## Glazman–Matveev hopping chains: exponent of $G$ and exponent of $I$

**Statement.** A barrier of thickness $d$ holds localised states $\psi\propto e^{-r/a}$ with constant density of states. Chains of $N$ sites joined by one-phonon hops give (Glazman and Matveev, 1988)

$$G_N\propto e^{-2d/(N+1)a}\,\varepsilon^{\,p_N},\qquad p_N=N-\frac{2}{N+1},$$

with $\varepsilon=k_BT$ for $eV\ll k_BT$ and $\varepsilon=eV$ for $eV\gg k_BT$. Here $G=I/V$, $p_2=4/3$, $p_3=5/2$, so at high bias $I_2\propto V^{7/3}$ and $I_3\propto V^{7/2}$.

**Proof (scaling).** The two end links are elastic, with width $E_0e^{-2r/a}$. An inner hop of energy $\varepsilon$ combines the mixing $(E_0e^{-r/a}/\varepsilon)^2$ with acoustic-phonon emission $\propto\varepsilon^3$ (point-like sites), giving $\lambda E_0e^{-2r/a}$ with $\lambda\propto\varepsilon$. Inverse widths add approximately in series, and at fixed $\sum r_i=d$ their sum is least when all are equal:

$$\Gamma_N=E_0\,\lambda^{(N-1)/(N+1)}e^{-2d/(N+1)a}.$$

The number of active chains scales as $\varepsilon^N$. Each contributes a conductance of order $(e^2/\hbar)\Gamma_N/\varepsilon$, so $p_N=N-1+\frac{N-1}{N+1}$. Writing $G_N\sim e^{-2d/(N+1)a}(T/T^*)^{N}$ at large $N$, with $L=\ln(T^*/T)$, the best chain has $N+1\approx\sqrt{2d/aL}$ and $\ln G\approx-2\sqrt{2dL/a}$. Mott's law $\exp[-(T_0/T)^{1/4}]$ takes over when $d$ far exceeds the hopping length $\sim a(T_0/T)^{1/4}$ and bulk percolation outweighs rare chains.

**Model junction.** Take a La$_{0.7}$Sr$_{0.3}$MnO$_3$ bicrystal boundary at 4.2 K ($k_BT=0.36$ meV) in a fixed magnetic state. The illustrative inputs were chosen to mimic typical orders of magnitude. A bridge of 10 µm × 100 nm with $RA=10^{-5}\ \Omega\,\mathrm{cm^2}$ has an elastic conductance $G_0=1.0$ mS, taken as ohmic. At $V_0=10$ mV the two-site current is 5 % of the elastic one, $I_2(V_0)=0.50$ µA. Wanted: the current at 40 mV.

**Wrong attempt.** The following is incorrect. "Replace $k_BT$ by $eV$ in $T^{4/3}$", so

$$I_2(V)=I_2(V_0)\,(V/V_0)^{4/3}\qquad\text{(wrong)},$$

giving $I_2=3.2$ µA and $I=43.2$ µA.

**Symptom.** The same rule for $N=1$, where $p_1=0$, makes the resonant current independent of bias, whereas that channel is ohmic. For $N=2$, only $k_BT$ and $eV$ set the energy window, so $G_2=T^{4/3}f(eV/k_BT)$. The attempt implies $G_2\propto V^{1/3}$, hence $f(x)\propto x^{1/3}$ and $G_2\propto T\,V^{1/3}$. That vanishes at $T=0$, although spontaneous phonon emission still carries current.

**Faulty line.** It is the displayed power law. The exponent $4/3$ belongs to $G_2$, which contains the factor $1/\varepsilon$. The current lacks that factor.

**Mended calculation.** At $T=0$ each chain carries a current of order $e\Gamma_2/\hbar\propto(\varepsilon_1-\varepsilon_2)^{1/3}$, both levels lie in the bias window, and the hop runs downhill:

$$I_2\propto\int_0^{eV}\!d\varepsilon_1\int_0^{\varepsilon_1}\!d\varepsilon_2\,(\varepsilon_1-\varepsilon_2)^{1/3}=\frac{9}{28}(eV)^{7/3}.$$

Thus $I_2=I_2(V_0)(V/V_0)^{7/3}$, $I_2/V\propto V^{4/3}$ and $dI_2/dV=\tfrac73 I_2/V$.

**Size of the error** for the model at 40 mV:

| | wrong | mended | error |
|---|---|---|---|
| $I_2$ (µA) | 3.2 | 12.7 | −75 % |
| $I$ (µA) | 43.2 | 52.7 | −18 % |
| $dI/dV$ (mS) | 1.11 | 1.74 | −36 % |

**Neglected terms.** Thermal corrections go as powers of $k_BT/eV_0=0.036$. The current-weighted mean hop is 16 meV, and hops above the Debye energy (34 meV for an approximate $\Theta_D=400$ K) carry 3 % of $I_2$. The ratio $I_3/I_2\propto V^{7/6}$ grows 5.0-fold. An assumed extra three-site current of 5 % of $I_2$ at 10 mV would add 3.2 µA at 40 mV, against the 9.5 µA that the slip loses, and would widen the shortfall.

The slip divides $I_2$ by exactly $V/V_0$, here 4, whatever the material, so it distorts a fit to an amorphous-silicon barrier equally.